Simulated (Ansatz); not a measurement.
**Which isomer of C2H5FGe gives these data?**

These gas-phase data were calculated for one isomer of C2H5FGe at PBE0-D3(BJ)/def2-SVP (harmonic, unscaled wavenumbers; equilibrium rotational constants with average atomic masses):

- rotational constants: 7.783, 3.47, 2.485 GHz
- all wavenumbers above 1500 cm⁻¹: 3162, 3139, 3070, 3055, 3003

Candidates:

(1) `C=[CH][GeH2][F]`, a singlet
(2) `C[CH2][Ge][F]`, a singlet

Assign the data to one candidate and say why.

Candidate (2). No mode falls between 1900 and 2250 cm⁻¹, where the Ge–H stretch of (1) would stand.

The same quantities for all candidates:

```
     rotational constants (GHz)         wavenumbers above 1500 cm⁻¹  E above the lowest, PBE0-D3(BJ)/def2-SVP (kcal/mol)
(1)         8.162, 3.723, 2.644  3250, 3176, 3147, 2170, 2169, 1685                                                 11.6
(2)          7.783, 3.47, 2.485        3162, 3139, 3070, 3055, 3003                                                  0.0
```

Each candidate is one conformer. Programs: Ansatz 0.2.0.

The spectrum counts the hydrogens on carbon: five C–H stretches and nothing else above 1500 cm⁻¹ fit an ethyl group on a germanium that carries no hydrogen. The vinyl isomer would show three C–H stretches, a Ge–H pair at 2170 and 2169 cm⁻¹ and a C=C stretch at 1685 cm⁻¹, so the missing C=C band is a second, independent argument. The Ge–H pair nearly coincides because the heavy germanium atom couples the two bonds only weakly.

That the divalent germylene lies 11.6 kcal/mol below the tetravalent germane would be surprising for the carbon analogues, but it suits germanium. Moving both hydrogens to carbon trades weak Ge–H bonds and a C=C π bond for strong C–H bonds, while germanium keeps a lone pair of largely 4s character. Fluorine probably helps, by π donation into the empty 4p orbital and by favouring s character in the lone pair. This energy order doesn't make the germylene persistent, since dimerisation or insertion could still consume it.
